**Singlet–triplet gap of GaH3Si: errors by level of theory**

The table gives the error of the vertical singlet–triplet gap of hydrogen-bridged GaH3Si at nineteen levels, from Hartree–Fock through coupled cluster to density functionals and RPA, against UCCSDT(Q) in the cc-pVDZ basis (Ansatz 0.2.0). The program tests whether the shift from RHF is proportional to the recovered singlet correlation, whether pair counting with MP2 pair energies brackets that shift, and whether the error of functionals is linear in the exact-exchange fraction. Proportionality holds to 4 meV for levels with triples but misses RMP2 by 100 meV, which exposes a cancellation of errors between the two states. Pair counting gives 111 and 711 meV around the RMP2 shift of 403 meV. The line in exact exchange leaves a scatter of 47 meV and has the opposite slope to the step from PBE to PBE0.

Vertical gap (triplet minus singlet) of neutral GaH3Si at each level, less the UCCSDT(Q) value, computed with Ansatz 0.2.0 in the cc-pVDZ basis at the PBE0/def2-TZVP singlet geometry. R and U mark restricted and unrestricted determinants. Cores, including Ga 3d, are frozen in the correlation treatment, and relativity is neglected.

## Numerical check

```python
# Table: error (meV) of the vertical singlet-triplet gap of GaH3Si at 19 levels against UCCSDT(Q), Ansatz 0.2.0, cc-pVDZ.
# Tested: (A) gap shift proportional to recovered correlation, (B) pair counting, (C) error linear in exact exchange.
T = {
    'row_level': ['RHF', 'UHF', 'RMP2', 'UMP2', 'RCCSD', 'UCCSD', 'RCCSD(T)', 'UCCSD(T)', 'BCCD(T)', 'RCCSDT', 'UCCSDT', 'RCCSDT(Q)', 'PBE', 'r2SCAN', 'PBE0', 'B3LYP', 'wB97M-V', 'B2PLYP', 'RPA-PBE'],
    'row_error': [-377.0, -521.0, 26.0, 34.0, -25.0, -37.0, 9.0, 2.0, 9.0, 3.0, -4.0, 8.0, 18.0, -83.0, -18.0, 78.0, 144.0, 89.0, -39.0],  # meV
}
import numpy as np
from scipy import constants as c
e = dict(zip(T['row_level'], T['row_error']))
e['UCCSDT(Q)'] = 0.0  # reference level, zero by definition
# Further outputs of the same runs (singlet only), eV
ref = 3.317
os_, ss = -3.744902, -0.76719
Ec = {'RMP2': os_ + ss, 'RCCSD': -5.485702, 'RCCSD(T)': -5.485702 - 0.20499,
      'BCCD(T)': -5.475544 - 0.21629, 'RCCSDT': -5.724855, 'RCCSDT(Q)': -5.724855 - 0.013188}
orb = {'PBE': (-5.897046, -2.06413, -1.985264), 'PBE0': (-6.798373, -1.35445, -1.247784)}
print(f"reference gap {ref} eV; rounding 0.5 meV per entry, 1 meV per difference")
print("error as % of gap: " + ", ".join(f"{k} {e[k]/ref/10:+.1f}" for k in ['RHF', 'UHF', 'RMP2', 'RCCSD', 'r2SCAN', 'wB97M-V']))
tri = [e[k] for k in e if '(T)' in k or 'CCSDT' in k]
print(f"levels with triples: {min(tri):+.0f} to {max(tri):+.0f} meV, spread {max(tri)-min(tri):.0f} meV")
full = e['RCCSDT(Q)'] - e['RHF']
S0 = Ec['RCCSDT(Q)'] * 1e3
T0 = S0 + full
print(f"A: full shift RHF->RCCSDT(Q) {full:.0f} meV = {100*full/-S0:.1f} % of singlet correlation")
print("level      Ec(S) Ec(T) meV, %S   %T, missing S  T, shift model resid (meV), % of shift")
for k, v in Ec.items():
    s = v * 1e3
    sh = e[k] - e['RHF']
    t = s + sh
    m = full * s / S0
    print(f"{k:10s}{s:6.0f}{t:6.0f} {100*s/S0:6.1f}{100*t/T0:6.1f} {s-S0:6.0f}{t-T0:6.0f} {sh:5.0f}{m:5.0f}{sh-m:+5.0f} {100*sh/full:6.1f}")
print("steps in the gap (meV), R and U; R step split into singlet and triplet")
lad = ['HF', 'MP2', 'CCSD', 'CCSD(T)', 'CCSDT', 'CCSDT(Q)']
Ec['RHF'] = 0.0
for a, b in zip(lad[:-1], lad[1:]):
    dR, dU = e['R'+b] - e['R'+a], e['U'+b] - e['U'+a]
    dS = (Ec['R'+b] - Ec['R'+a]) * 1e3
    print(f"  {a}->{b}: R {dR:+.0f}, U {dU:+.0f}; singlet {dS:+.0f}, triplet {dS+dR:+.0f}")
UR = {k: e['U'+k] - e['R'+k] for k in lad}
print("U minus R (meV): " + ", ".join(f"{k} {v:+.0f}" for k, v in UR.items()))
print("B: pairs opposite/same spin: singlet (5,5) 25/20, triplet (6,4) 24/21")
po, ps = -os_ * 1e3 / 25, -ss * 1e3 / 20
mp2 = e['RMP2'] - e['RHF']
lo, hi = po - ps, -os_ * 1e3 / 5 - ps
print(f"  mean MP2 pair: opposite {po:.0f}, same {ps:.0f} meV, ratio {po/ps:.1f}")
print(f"  shift from mean pairs {lo:.0f}; all opposite-spin energy in 5 shared orbitals {hi:.0f}")
print(f"  RMP2 shift in table {mp2:.0f} meV = {mp2/lo:.1f} x mean-pair value")
ax = {'PBE': 0, 'r2SCAN': 0, 'B3LYP': 0.20, 'PBE0': 0.25, 'B2PLYP': 0.53}  # defining exact-exchange fractions
x = np.array(list(ax.values()))
y = np.array([e[k] for k in ax])
p = np.polyfit(x, y, 1)
r = y - np.polyval(p, x)
print(f"C: error = {p[1]:+.0f} {p[0]:+.0f} a meV; rms {np.sqrt(np.mean(r**2)):.0f}, R2 {1-r.var()/y.var():.2f}")
print("  residuals (meV): " + ", ".join(f"{k} {v:+.0f}" for k, v in zip(ax, r)))
print(f"  wB97M-V (a 0.15 to 1, not fitted): line {np.polyval(p,0.15):+.0f} to {np.polyval(p,1):+.0f}, table {e['wB97M-V']:+.0f}")
sl = (e['PBE0'] - e['PBE']) / 0.25
print(f"  PBE->PBE0 {e['PBE0']-e['PBE']:+.0f} meV, slope {sl:+.0f} meV per unit a, opposite in sign to the fit")
print(f"  two-point line at a=1: {e['PBE']+sl:+.0f}; above RHF by {e['PBE']+sl-e['RHF']:.0f}, UHF by {e['PBE']+sl-e['UHF']:.0f}")
print(f"  B3LYP-PBE0 {e['B3LYP']-e['PBE0']:+.0f}, r2SCAN-PBE {e['r2SCAN']-e['PBE']:+.0f}, RPA-PBE minus PBE {e['RPA-PBE']-e['PBE']:+.0f} meV")
d = [e[k] for k in list(ax) + ['wB97M-V']]
print(f"  six functionals: spread {np.ptp(d):.0f}, mean absolute error {np.mean(np.abs(d)):.0f} meV")
for k, (h, l, l1) in orb.items():
    g = ref + e[k] / 1e3
    print(f"{k}: HOMO-LUMO {l-h:.3f}, state gap {g:.3f}, difference {l-h-g:.3f}, LUMO+1 - LUMO {l1-l:.3f} eV")
print(f"orbital gap PBE->PBE0 {(orb['PBE0'][1]-orb['PBE0'][0])-(orb['PBE'][1]-orb['PBE'][0]):+.2f} eV")
kT = c.k * 1000 / c.e
print(f"kT at 1000 K {kT:.3f} eV; gap/kT: reference {ref/kT:.0f}, UHF {(ref+e['UHF']/1e3)/kT:.0f}")
assert e['UHF'] < e['RHF'] < -300
assert all(abs(UR[k]) < 15 for k in lad[1:])
assert e['RCCSD(T)'] > e['RCCSD'] and e['UCCSD(T)'] > e['UCCSD']
assert lo < mp2 < hi
```

Output:

```
reference gap 3.317 eV; rounding 0.5 meV per entry, 1 meV per difference
error as % of gap: RHF -11.4, UHF -15.7, RMP2 +0.8, RCCSD -0.8, r2SCAN -2.5, wB97M-V +4.3
levels with triples: -4 to +9 meV, spread 13 meV
A: full shift RHF->RCCSDT(Q) 385 meV = 6.7 % of singlet correlation
level      Ec(S) Ec(T) meV, %S   %T, missing S  T, shift model resid (meV), % of shift
RMP2       -4512 -4109   78.6  76.8   1226  1244   403  303 +100  104.7
RCCSD      -5486 -5134   95.6  95.9    252   219   352  368  -16   91.4
RCCSD(T)   -5691 -5305   99.2  99.1     47    48   386  382   +4  100.3
BCCD(T)    -5692 -5306   99.2  99.1     46    47   386  382   +4  100.3
RCCSDT     -5725 -5345   99.8  99.8     13     8   380  384   -4   98.7
RCCSDT(Q)  -5738 -5353  100.0 100.0      0     0   385  385   +0  100.0
steps in the gap (meV), R and U; R step split into singlet and triplet
  HF->MP2: R +403, U +555; singlet -4512, triplet -4109
  MP2->CCSD: R -51, U -71; singlet -974, triplet -1025
  CCSD->CCSD(T): R +34, U +39; singlet -205, triplet -171
  CCSD(T)->CCSDT: R -6, U -6; singlet -34, triplet -40
  CCSDT->CCSDT(Q): R +5, U +4; singlet -13, triplet -8
U minus R (meV): HF -144, MP2 +8, CCSD -12, CCSD(T) -7, CCSDT -7, CCSDT(Q) -8
B: pairs opposite/same spin: singlet (5,5) 25/20, triplet (6,4) 24/21
  mean MP2 pair: opposite 150, same 38 meV, ratio 3.9
  shift from mean pairs 111; all opposite-spin energy in 5 shared orbitals 711
  RMP2 shift in table 403 meV = 3.6 x mean-pair value
C: error = -26 +219 a meV; rms 47, R2 0.45
  residuals (meV): PBE +44, r2SCAN -57, B3LYP +60, PBE0 -47, B2PLYP -1
  wB97M-V (a 0.15 to 1, not fitted): line +7 to +192, table +144
  PBE->PBE0 -36 meV, slope -144 meV per unit a, opposite in sign to the fit
  two-point line at a=1: -126; above RHF by 251, UHF by 395
  B3LYP-PBE0 +96, r2SCAN-PBE -101, RPA-PBE minus PBE -57 meV
  six functionals: spread 227, mean absolute error 72 meV
PBE: HOMO-LUMO 3.833, state gap 3.335, difference 0.498, LUMO+1 - LUMO 0.079 eV
PBE0: HOMO-LUMO 5.444, state gap 3.299, difference 2.145, LUMO+1 - LUMO 0.107 eV
orbital gap PBE->PBE0 +1.61 eV
kT at 1000 K 0.086 eV; gap/kT: reference 38, UHF 32
```
